# Nickel: when is frozen-core PAW good enough?

For the volume, stiffness and moment of fcc nickel, replacing all-electron LAPW by frozen-core PAW changes almost nothing. The pressure moves by a few hundredths of a gigapascal and the equilibrium volume by about one part in ten thousand. For pressure and volume, smearing, the shape of the fitted curve, lattice vibrations and the choice of cell all matter more, some of them about a hundred times more. Effort is better spent on those.

Ferromagnetic fcc nickel (Fm-3m, one atom per cell) in Ansatz 0.2.0 with all-electron LAPW, PBE, scalar-relativistic; the measured cell (COD) is scaled in volume at fixed shape. Basis error target 0.25 meV/atom, 20 × 20 × 20 k points, Fermi–Dirac smearing of 0.05 eV. Pressure is positive in compression, and energies are free energies that include the smearing term.

| V/V(given) | volume (Å³/atom) | pressure, LAPW (GPa) | cell moment, LAPW (muB) | energy above the lowest row, LAPW (meV/atom) |
| --- | --- | --- | --- | --- |
| 0.9500 | 10.50 | 7.98 | 0.63 | 8.6 |
| 0.9750 | 10.78 | 2.17 | 0.64 | 0.0 |
| 1.0000 | 11.05 | -2.83 | 0.64 | 0.7 |
| 1.0250 | 11.33 | -7.13 | 0.65 | 9.4 |
| 1.0500 | 11.60 | -10.83 | 0.65 | 24.9 |

## Reading the scan

The first column is the volume relative to the given cell, a measured one. The pressure is positive when the crystal pushes outward, and the moment is the net electron spin of the one-atom cell in Bohr magnetons (μB). All five rows are the same ferromagnetic metal, so they form one curve.

The pressure passes through zero between the second and third rows, and that crossing is the equilibrium volume of this calculation. The row with zero relative energy is only the lowest of the five sampled points. PAW calculations were made for the same five cells with the same functional, PBE, and the comparisons below use them.

## One scale for every error

A pressure error becomes a volume error through the bulk modulus, B = −V dP/dV, where P is pressure and V is volume. A stiff crystal needs only a small change of volume to absorb a given error in pressure:

δV/V ≈ δP/B₀

Here B₀ is the bulk modulus at zero pressure. To find it we must allow for the bend of the curve: the pressure falls less steeply as the cell expands. Squeezing makes the repulsion between atoms grow faster than their attraction, so a compressed crystal is stiffer.

The simplest description lets the stiffness grow in proportion to pressure, B = B₀ + B′P, with B′ a constant. Then dP/(B₀ + B′P) = −dV/V, which integrates to Murnaghan's equation:

P = (B₀/B′)[(V₀/V)^B′ − 1]

A least-squares fit of its three constants to all five LAPW pressures gives V₀ = 10.89 Å³ per atom, B₀ = 199 GPa and B′ ≈ 5. If each row in turn is left out and predicted from the other four, the typical miss is 0.02 GPa. The fit is therefore about as sharp as the difference between the two methods. It covers a range of 10% in volume and should not be trusted far beyond it.

A rule worth remembering follows: **near the equilibrium volume of nickel, a change of 1% is worth about 2 GPa, but less than 1 meV per atom.**

## The step from LAPW to PAW, worked out

Near equilibrium the PAW pressure is about 0.03 GPa higher than the LAPW pressure. Dividing by the bulk modulus gives 0.03/199 ≈ 0.00015, so PAW makes the equilibrium volume about 0.015% larger. The cube edge changes by a third of that fraction, or about 0.0002 Å.

The bulk modulus is just as safe. Across the whole scan the pressure gap between the methods changes by less than 0.02 GPa while the volume changes by 10%. This amounts to a difference in stiffness of about 0.2 GPa, or 0.1%.

## Why freezing the core does so little

PAW saves work by taking the innermost electrons from a free atom and holding them fixed. In nickel these are the ten electrons in 1s, 2s and 2p. They are bound by hundreds of electronvolts or more and sit close to the nucleus, far inside the region where neighbouring atoms meet. A few percent of volume hardly disturbs them.

A second argument helps. The total energy is stationary with respect to the shape of the orbitals, so a small error in a core orbital enters the energy only as its square. A small disturbance thus leaves a much smaller error. The gap of 0.03 GPa is not a pure measure of it, because the two methods also differ in their basis and in how they describe the valence electrons near the nucleus.

This result holds for one particular choice of frozen shells. The 3s and 3p electrons share their region of space with the 3d electrons that bind and magnetise the metal. These PAW calculations leave them free, so 18 electrons per atom respond to the change of volume. The 3p levels lie only some 60 eV below the Fermi level. Theory therefore advises keeping them active, although no calculation with a larger frozen core was made here to measure the penalty.

For a neighbouring 3d metal, the first thing to check is the same: does the PAW dataset freeze a shell that overlaps the 3d electrons?

## Choices that cost more than the method

The table below puts the main choices on the common scale. The vibrational entry is an order of magnitude only.

| Choice | Pressure, GPa | Volume, % |
|---|---:|---:|
| PAW in place of LAPW | 0.03 | 0.015 |
| Leaving out the plane-wave stress correction in PAW | 0.06 | 0.03 |
| Electronic smearing | 0.1 | 0.06 |
| Straight line through all five pressures | 0.7 | 0.3 |
| Leaving out lattice vibrations | order of 1 | order of 1 |
| Taking the given cell as the equilibrium | 2.8 | 1.5 |

**Stress correction.** A simple stress formula keeps the same set of plane waves while the cell grows. Their wavelengths stretch, the resolution drops, and the energy rises for no physical reason, which looks like extra tension. The PAW pressures contain a correction for this. Integrated from the first row to the last, they give an energy change of 16.1 meV, in agreement with the computed energies; without the correction the result would be 16.5 meV.

**Smearing.** Spreading the occupations over 0.05 eV acts like heating the electrons to roughly 600 K. As the crystal expands, its d bands narrow and more states crowd around the Fermi level, so the electronic entropy grows. That favours expansion and adds an outward pressure. Half the entropy term, compared between the two end rows, gives an estimate of 0.12 GPa. Both methods use the same smearing, so their close agreement cannot reveal this shift.

**Shape of the fit.** A straight line ignores the stiffening and misplaces the equilibrium volume by 0.3%, about twenty times the LAPW–PAW step. A line drawn only between the two rows next to zero pressure errs by just 0.05%. The remedy is a curved equation of state, or points close to the minimum.

## Read the minimum from pressure

Energy is a poor pointer to the minimum because it is flat there. A displacement of 1% in volume costs ½B₀V₀(0.01)², or about 0.7 meV per atom. If single energies near the minimum are compared, a random error of only a few tenths of a meV can therefore hide a volume shift of half a percent. A curve fitted to the whole scan averages much of that error out.

The two lowest rows show how flat the curve is. They lie 1.1% below and 1.5% above the fitted equilibrium volume. The parabola predicts an energy difference of 0.7 × (1.5² − 1.1²) ≈ 0.7 meV, as the table has it, although no energy entered the fit. The pressures of the same two rows differ by 5 GPa, which makes the crossing easy to find.

One precaution applies to absolute energies. PAW and LAPW count the core electrons differently, so their totals differ by tens of thousands of electronvolts. Only differences within one method have meaning, and along this scan those differences agree to about 0.2 meV.

## The functional and the given cell

At the given volume LAPW finds a pressure of −2.83 GPa, meaning that the crystal would like to shrink. It is tempting to call this the error of PBE. However, this cell is roughly 1% larger in volume than the usual room-temperature value for nickel, as recalled. At a volume 1% smaller the fitted pressure is only −0.9 GPa, so about two thirds of the tension comes from the choice of cell.

The remainder is not a clean PBE error either. Vibrating atoms push outward, even at absolute zero, and the calculation holds them still. With recalled constants for nickel this push is of the order of a gigapascal at room temperature, at least as large as the tension that remains. A fair test of the functional must add the vibrations first.

The same care applies to stiffness. The bulk modulus is 199 GPa at the calculated equilibrium but 185 GPa at the given cell. That difference of 7% comes entirely from the volume at which the slope is taken. It is far larger than the change caused by going from LAPW to PAW.

## The magnetic moment

The cell moments from LAPW and PAW differ by less than 0.0005 μB in every row. Changing the volume by 1% alters the moment by about 0.0017 μB. An ordinary uncertainty in volume thus matters more than the treatment of the core.

Even that volume dependence is weak, and the bands show why. In the given cell the majority-spin d bands end 0.5 eV below the Fermi level, so they are full. In a metal with partly empty majority d bands, expansion can narrow the bands and move more electrons into the majority spin. Nickel has already used up that route. The moment still rises by 3% over the scan. The electrons that join the majority spin must enter the one broad band that still crosses the Fermi level, since the bands below it are full. They probably come from the minority d bands, but this was not resolved here.

Moments assigned to an atom need more caution than cell moments. In the given cell PAW assigns 0.680 μB to the atom and LAPW 0.666 μB, while both find 0.640 μB for the whole cell. The region between the atoms carries a weak opposite spin, and the two methods need not assign space to the atom in the same way. As the cell moments agree, the gap of 0.014 μB is most likely a matter of bookkeeping, and methods should be compared by the cell moment.

Agreement between LAPW and PAW does not make the moment correct. PBE is known to overestimate nickel's spin moment somewhat, and both methods inherit that. A measured total moment also contains an orbital part, which these spin moments leave out.

## What to run

**For the lattice constant, bulk modulus and cell moment,** use PAW with 3s and 3p active. At the given cell its 420 eV cutoff needs about 1.3 times as many plane waves as LAPW. That count is not a measure of total cost, because LAPW adds functions inside the atomic spheres and treats the core as well. An extra volume costs roughly one more calculation with either method, and near the minimum it is well spent.

**For a pressure converged to 0.1 GPa with the atoms held still,** reduce the smearing and recheck the k-point mesh before changing the method. The mesh was the same in every calculation here, so its error is untested.

**For comparison with experiment at the level of 1% in volume,** add vibrations and make sure which cell was measured.

**Use LAPW** to check a new PAW dataset, as was done here, or when the response of the core electrons is itself the question. One curve of a few volumes can expose a dataset that is poor for that crystal, provided the functional, mesh and smearing are kept the same.
